**Reading atomic charges at a hydrogen contact**

A Hirshfeld charge is found by sharing the electron density at each point among the atoms, in proportion to what the free atoms would have there. The charge $q$ is the nuclear charge less the electrons received, so a positive $q$ marks an atom that has lost density. The fluorine, hydrogen and carbon of rows 1, 2 and 3 lie on one line, in that order.

PySCF 2.14.0, r2SCAN/def2-SVPD single point on neutral, singlet CH5F in the gas phase, at the GFN2-xTB geometry. Hirshfeld charges are taken relative to spherical free atoms, with one row per atom.

| row | hirshfeld charge (e) | computed element |
| --- | --- | --- |
| 1 | -0.226 | F |
| 2 | 0.162 | H |
| 3 | -0.144 | C |
| 4 | 0.055 | H |
| 5 | 0.051 | H |
| 6 | 0.051 | H |
| 7 | 0.051 | H |

**1. Does carbon have five hydrogens here?**

No. Four hydrogens lie about 1.1 Å from carbon, while the one in row 2 is about 2.1 Å away and sits close to fluorine. At its lowest point along this long contact, the electron density is only about 5% of that in a C–H bond. The formula CH5F therefore describes hydrogen fluoride with its proton pointing at a methane molecule.

**2. Which hydrogen is the most positive, and why?**

It is the one on fluorine, with 0.162 e against a mean of 0.052 e for the four on carbon. The cause is standard chemistry: the valence levels of fluorine lie far below that of hydrogen, so the bonding pair sits mostly on fluorine. Carbon and hydrogen attract electrons almost equally, and their bond stays nearly even. By the same argument, HCl in place of HF should leave its hydrogen less positive, because chlorine pulls less strongly than fluorine.

**3. Has methane given electrons to HF?**

The charges seem to say so. Rows 1 and 2 add up to −0.064 e, and the five atoms of methane to the opposite value. Yet the partition itself can produce such a charge. Where the two molecules overlap, the density is shared out by free-atom weights, so even two undisturbed molecules placed side by side could appear charged. The dipole moment offers an independent way to judge.

**4. Do the charges reproduce the dipole moment?**

For a neutral set of point charges, the dipole along an axis is the sum of charge times position on that axis. The sideways parts of the three equivalent hydrogens cancel. With positions $x$ in Å along the line through fluorine and carbon,

$$\sum q x = (-0.226)(1.59) + (0.162)(0.65) + (-0.144)(-1.49) + (0.055)(-2.57) + 3(0.051)(-1.15) = -0.357\ \text{e Å}.$$

One e Å is 4.80 debye, which gives 1.71 debye, with the positive end at methane. The dipole computed from the full density points the same way but is 2.45 debye, so the charges supply about 70% of it. The sum uses all seven rows and has no fitted constant; the output after the text lists it with the estimates used below.

The shortfall has a definite origin. The density assigned to an atom is not centred on its nucleus, so each atom also carries a small dipole of its own. A list of charges leaves these out, and here they add up to 0.74 debye.

**5. Is the extra dipole due to transfer or to polarisation?**

A free HF molecule has a dipole of roughly 1.8 debye (a rough recalled value), so the complex has gained about 0.7 debye. Suppose first that 0.064 e really moved from carbon to the hydrogen of HF. Over 2.14 Å this makes $0.064 \times 2.14 \times 4.80 = 0.66$ debye, which already uses up the whole gain.

But the field of HF must also pull methane's electrons towards the proton, with none of them leaving the molecule. For a dipole $\mu$ at distance $r$ and a polarisability $\alpha$, the induced dipole is $2\mu\alpha/r^3$, here a few tenths of a debye. It points the same way as that of HF. Full transfer would leave little room for it, unless repulsion between the two electron clouds, left out here, pushes density back the other way. The fragment charge therefore probably overstates the number of electrons that crossed. This is an argument from rough sizes; the charges of two superposed, undisturbed molecules would be the proper test.

**6. Is the most positive atom also the most positive place on the surface?**

It is not. On the outer surface of the complex, the potential near the HF hydrogen peaks slightly lower than beside the three methane hydrogens that surround the contact. The tip of the HF hydrogen, where the potential of a free HF molecule would be highest, is buried against carbon. A charge belongs to an atom, whereas a surface potential sums the effect of all atoms at a place that a partner can reach.

**7. Which digits can be trusted?**

Rows 5 to 7 are equivalent by symmetry and agree to the last printed digit, which shows that the calculation treats them alike. An error common to all three would not show up this way. Nor does the agreement make that digit a property of nature, since another way of dividing the density could change even the first one. The order of the hydrogens in question 2 rests on a large difference and on well-understood chemistry. The fragment charge is more delicate: it depends on the overlap, hence on a contact distance taken from a tight-binding geometry, and semilocal functionals tend to exaggerate transfer.

The analysis program printed:

```
Sum of all seven charges (e): -1.388e-17
Charge of the HF fragment (e): -0.064
Charge of the methane fragment (e): 0.064
Mean charge of the four hydrogens on carbon (e): 0.052
Hydrogen on fluorine over mean hydrogen on carbon (ratio): 3.115
Outward methane hydrogen less mean of the other three (e): 0.004
Density at the H...C contact as share of that in a C-H bond (percent): 5.419
Dipole from the point charges alone (debye): 1.714
Share of the computed dipole given by point charges (percent): 69.83
Dipole missing from the point charges (debye): 0.7404
Computed dipole less rough dipole of free HF (debye): 0.654
Induced methane dipole, HF dipole placed at fluorine (debye, rough): 0.3203
Induced methane dipole, HF dipole placed at bond middle (debye, rough): 0.5264
Dipole if the fragment charge moved from C to the HF hydrogen (debye): 0.6578
Dipole if the fragment charge moved from C to F (debye): 0.9468
Surface maximum at side methane hydrogens less that at the HF hydrogen (V): 0.02467
```
